# When the channels do not lie in the plane of the gate

**Speaker.** Take a thin gate filling the half-plane $x<-l$ at potential $-V$, a two-dimensional electron gas filling $x>l$ at potential zero, and between them a depleted strip carrying the uncompensated charge $\sigma=qn_0$ per area. With all three in the plane $z=0$, and $\varepsilon$ the sum of the permittivities above and below,

$$l_0=\frac{\varepsilon V}{\pi\sigma},\qquad E_x=-\frac{\sigma}{\varepsilon}\sqrt{\frac{l-x}{l+x}},\qquad n(x)=n_0\sqrt{\frac{x-l}{x+l}},$$

with $l=l_0$. The field holds in the strip and points at the gate, and the density holds for $x>l$. This is the electrostatics that Chklovskii, Shklovskii and Glazman used in 1992 for the edge of a gated electron gas. I want to examine one word in it, "coplanar", for a GaN multichannel stack with total $n_0=4\times10^{17}\ \mathrm{m^{-2}}$, that is $4\times10^{13}\ \mathrm{cm^{-2}}$.

Coplanarity does three jobs. It makes the potential even in $z$, so that two different dielectrics enter only through their sum. It puts the charge left behind under the gate on the gate itself, where removing the electrons costs no voltage. And it gives the gas a single edge. In a stack the last two fail, and I will restore them exactly. The price is the first job: I take one permittivity $\varepsilon/2$ everywhere.

## The model

The gate is a half-plane of zero thickness at height $z_g$. Below it lie $N$ channels at heights $z_1<\dots<z_N$ with pitch $p$, each holding $n_0/N$ when neutral, all contacted far to the right. Their mean height is $\bar z$ and the centroid depth is $\bar d=z_g-\bar z$. Each populated channel is a perfect conductor.

**Question.** The polarisation charges and the donors are not in the channel planes. Where did they go?

**Speaker.** I subtract the neutral stack. If the fixed charges stay frozen, the change of potential $\phi$ has as its sources only the gate charge and the missing electrons, and those are missing from the channel planes. So each channel plane acts as a sheet $+\sigma/N$ of infinite extent plus its electrons, $\phi=0$ on populated channels, and $V$ is counted from the gate voltage that leaves the stack neutral.

A sheet $\sigma/N$ in permittivity $\varepsilon/2$ has the potential $-\sigma|z-z_j|/(N\varepsilon)$. Remove all of them, in units of length:

$$\psi=\frac{\varepsilon\phi}{\sigma}+\frac1N\sum_j|z-z_j| .$$

Then $\psi$ is harmonic outside the conductors and constant on each: $\psi_g=-\pi l_0+\bar d$ on the gate, and $\psi_k=\frac1N\sum_j|z_k-z_j|$ on channel $k$, so $\psi_1=\bar z-z_1$ and $\psi_{k+1}-\psi_k=p(2k-N)/N$. Since $\phi$ is bounded, $\psi$ grows as $|z|$. Notice the $+\bar d$ in $\psi_g$. That is the cost of the charge under the gate.

## The map

Let $Z=x+iz$ and $\psi=\mathrm{Im}\,\Omega$. The plane cut along $N+1$ horizontal half-lines is the image of the upper half $w$-plane. The negative axis goes to the gate, $w=\infty$ to the far region above, $w=0$ to the far region below, and points $0<u_1<\dots<u_{N-1}$ to the far ends of the slots between channels. Channel $k$ is the interval $(u_{k-1},u_k)$, with $u_0=0$ and $u_N=\infty$. Both functions have a constant imaginary part on each interval, which gives

$$Z=Aw+\frac Bw+C\ln w-\frac p\pi\sum_k\ln(w-u_k),$$
$$\Omega=Aw-\frac Bw+D\ln w-\frac p\pi\sum_k\frac{2k-N}{N}\ln(w-u_k),$$

up to constants. A logarithm gains $i\pi$ when its branch point is passed leftwards, so $\pi C=z_g-z_1$ and $\pi D=\psi_g-\psi_1$. The signs of $A$ and $B$ give $\psi\to z$ above and $\psi\to-z$ below.

Channel edges are points $t_j$ with $Z'(t_j)=0$. The edge of an electron gas is free to move and carries no diverging density, so $\Omega'(t_j)=0$ as well. Now $Z'+\Omega'$ is a polynomial of degree $N$ over $w\prod(w-u_k)$, and $Z'-\Omega'$ is a polynomial of degree $N$ over $w^2\prod(w-u_k)$. Both polynomials vanish at the $N$ edges, so they are proportional. At large $w$, $Z'+\Omega'\to2A$ and $Z'-\Omega'\to\kappa/w$, where $\kappa$ is the summed coefficient of the logarithms: $\pi\kappa=(z_g-z_N)-(\psi_g-\psi_N)=\pi l_0$, using $\psi_N=z_N-\bar z$. Fix the free scale of $w$ by $2A=l_0$. Then

$$Z'+\Omega'=G(w),\qquad Z'-\Omega'=\frac{G(w)}{w}.$$

The residues at $u_k$ are $-2pk/(\pi N)$ for the sum and $-2p(N-k)/(\pi N)$ for the difference, and their ratio must be $u_k$. Also $C+D=2\bar d/\pi-l_0\equiv-b$. Hence

$$u_k=\frac{k}{N-k},\qquad G=l_0-\frac bw-\frac{2p}{\pi N}\sum_{k=1}^{N-1}\frac{k}{w-u_k},\qquad 2B=b .$$

It follows that $Z'=G\,(w+1)/(2w)$ and $d\Omega/dZ=(w-1)/(w+1)$. The gate edge is at $w=-1$, the channel edges are the $N$ roots of $G$, one per interval, and the lateral distance from the gate edge to edge $j$ is

$$X_j=\frac{l_0(1+t_j)+b(1+1/t_j)}2+C\ln t_j-\frac p\pi\sum_k\ln\frac{|t_j-u_k|}{1+u_k}.$$

**Question.** Does the coplanar result come back?

**Speaker.** Put $N=1$ and $\bar d=0$. Then $Z=(l_0/2)(w+1/w)$, $t=1$ and $X=2l_0$. The strip is the arc $w=e^{i\theta}$, where $d\Omega/dZ=i\tan(\theta/2)$, and $E_x=-(\sigma/\varepsilon)\,\mathrm{Im}\,d\Omega/dZ$ is the square root I began with. The density is $n_0/2$ times the jump of $\mathrm{Re}\,d\Omega/dZ$ across the sheet. The two faces are $w$ and $1/w$, which gives $n_0(w-1)/(w+1)$ for $w>1$, again the square root. In the stack the same jump rises from zero at $t_j$ to $2/N$ far away, so each channel recovers $n_0/N$, as it must.

## The first correction

Start with one buried sheet. Define $V_{th}=2\sigma\bar d/\varepsilon$, the voltage that empties a sheet at depth $\bar d$ under an infinite gate, and $v=V_{th}/V=2\bar d/(\pi l_0)$. Then $t=1-v$, $C=l_0v/2$, and

$$X=2l_0\left[1-\frac v2+\frac v4\ln(1-v)\right]=2l_0-\frac{2\bar d}{\pi}-\frac{l_0v^2}{2}+\dots$$

The first correction is a fixed length, equivalent to replacing $V$ by $V-V_{th}/2$. As $V$ falls to $V_{th}$ the edge slides away under the gate.

Now the stack, with $N$ odd. For small $p$ and $\bar d$ the middle root tends to $w=1$ and the others tend to the neighbouring $u_k$ on the side away from 1. Because $Z'(t_j)=0$, the position of the middle edge is stationary in $t$, and to first order I may evaluate it at $t=1$. With $|1-u_k|/(1+u_k)=|N-2k|/N$,

$$X_{\rm mid}=2l_0-\frac2\pi(\bar d-H),\qquad H=\frac p2\sum_{k=1}^{N-1}\ln\frac{N}{|N-2k|}.$$

The new term has the opposite sign. Spreading the positive charge over the stack lowers the potential at the middle plane, which helps the gate. Write $\bar d=d_1+(N-1)p/2$ with $d_1$ the depth of the top channel, and $H=(N-1)p/2+\eta p$. Then

$$X_{\rm mid}=2l_0-\frac2\pi(d_1-\eta p).$$

One finds $\eta=0.099$ for $N=3$ and $0.120$ for $N=5$. For large $N$ the sum is $(N-1)\ln N-2\ln[(N-2)!!]$, which Stirling's formula turns into $N-\ln2$, so $\eta\to(1-\ln2)/2=0.153$. The thickness of the stack almost drops out of the innermost edge. What remains is nearly the depth of the top channel.

**Question.** Why should the middle channel survive longest? I expected the deepest.

**Speaker.** Well above threshold and beside the gate, rather than under it, the field lines leave the stack both upwards and downwards, in equal shares at leading order. Populated channels shield what lies between them, so the stack is peeled from both faces. The outer pair is empty once the total deficit reaches $2/N$ of $n_0$. For $N=5$ that is $n/n_0=3/5$, or $w=4$, which lies $3.125\,l_0$ from the gate edge, and the next pair ends at $2.083\,l_0$. This staggering is present however thin the stack is. The coplanar $n(x)$ is then the sum over channels. Near threshold your expectation is right: $b\to0$ sends $t_1\to0$, and the bottom channel is the one that slides under the gate.

**Question.** And four channels?

**Speaker.** The formula for $X_j$ holds for any $N$. For even $N$, $u_{N/2}=1$, two roots straddle it at a distance of order $\sqrt{p/l_0}$, and the term $k=N/2$ of $H$ is replaced by a term of order $p\ln(l_0/p)$. The expansion gains a logarithm, so one uses the roots.

## Size in the multichannel setting

The geometry is illustrative: $N=5$, $p=30$ nm, $d_1=20$ nm, so $\bar d=80$ nm, the bottom channel is 140 nm deep, and each channel holds $8\times10^{16}\ \mathrm{m^{-2}}$. I take a relative permittivity of 9 on both sides, an approximate value for GaN and AlGaN and for a thick Al$_2$O$_3$ overlayer, so $\varepsilon=18\varepsilon_0=1.594\times10^{-10}$ F/m. Then $\sigma=0.0641$ C/m², $\sigma/\varepsilon=4.02\times10^8$ V/m and $V_{th}=64.3$ V. At $V=300$ V, $l_0=237.5$ nm, $2l_0=475.0$ nm and $v=0.214$.

The centroid term is $-2\bar d/\pi=-50.9$ nm. With $H=2.120\,p$ the spreading term is $+40.5$ nm. The first correction is therefore $-10.4$ nm, or $-2.2$ per cent, equivalent to losing $(\sigma/\varepsilon)(\bar d-H)=6.6$ V of gate voltage. Because two large terms nearly cancel, higher orders matter, and the roots give them.

| channel | depth (nm) | $t_j$ | $X_j$, thin limit (nm) | $X_j$, full map (nm) |
|---|---|---|---|---|
| 5 | 20 | 4.083 | 742.1 | 803.6 |
| 4 | 50 | 1.599 | 494.7 | 523.8 |
| 3 | 80 | 0.865 | 475.0 | 460.7 |
| 2 | 110 | 0.574 | 494.7 | 471.5 |
| 1 | 140 | 0.242 | 742.1 | 633.5 |

The fully depleted strip is 14 nm narrower than $2l_0$, a change of $-3.0$ per cent. Orders beyond the first supply about 4 nm of that. Lumping all the charge into one sheet at the centroid would give 417.9 nm, or $-12.0$ per cent, four times too large a change. The outer edges move much more, by $+8$ per cent at the top and $-15$ per cent at the bottom, since the gate is nearer to one face than to the other.

**Question.** What happens to the field at the gate edge?

**Speaker.** It keeps its inverse square root. Near $w=-1$, $|Z''|=G(-1)/2$, so at distance $r$ from the edge $|w+1|^2=4r/G(-1)$ and $|E|\simeq(\sigma/\varepsilon)\sqrt{G(-1)/r}$ for $r\ll d_1$. Summing $k(N-k)$ gives

$$G(-1)=2l_0-\frac{2\bar d}{\pi}+\frac{p(N^2-1)}{3\pi N}=439.3\ \text{nm},$$

against 475.0 nm in the coplanar case. The strength of the singularity falls by 3.8 per cent. Burying the channels does not relieve the gate edge.

**Question.** You kept the channels perfect conductors and the dielectric uniform. Are those neglects smaller than three per cent?

**Speaker.** The first is. With a typical effective mass of about $0.2\,m_e$ and one subband, the Fermi energy per channel is $\pi\hbar^2(n_0/N)/m=0.096$ eV. It enters as a voltage of that order times a logarithm from the edge region, well below 6.6 V. The second is not. A silicon nitride overlayer with an approximate relative permittivity of 7.5 changes $l_0$ itself by $-8.3$ per cent through the sum rule. It also adds a cross term between contrast and depth that this map does not give. That term vanishes with either factor, and the contrast $1.5/16.5=0.091$ times 50.9 nm suggests about 5 nm, as an order of magnitude only. A gate metal as thick as the stack would shift the edges by an amount of the order of its thickness, tens of nanometres, and is not included either. So the third and fourth figures in the table describe the idealised geometry. The safe reading is a few per cent for the inner edge and a tenth or so for the outer ones.

**Question.** Would a real GaN stack hold this state?

**Speaker.** Not in this form, and all these numbers are the model's. The mean lateral field of the coplanar solution is $V/(2l_0)=\pi\sigma/(2\varepsilon)=6.3\times10^8$ V/m at any voltage, and emptying the stack from above adds $2\sigma/\varepsilon=8.0\times10^8$ V/m in the top barrier. As typical knowledge, GaN sustains roughly $3.3\times10^8$ V/m, so the model's mean lateral field is too high for the material by a factor of about 1.9, and leakage or avalanche would set in first. At this density working devices typically gate the channels from fin sidewalls or compensate the depleted charge, and they spread a given voltage over a longer distance than the model does. The scaling survives that caveat. The relative correction to the inner edge is $-(d_1-\eta p)/(\pi l_0)$, which is proportional to $n_0/V$, and the expansion is controlled by $V_{th}/V$, which at fixed density per channel grows roughly as $N^2$ once the stack is thick compared with $d_1$.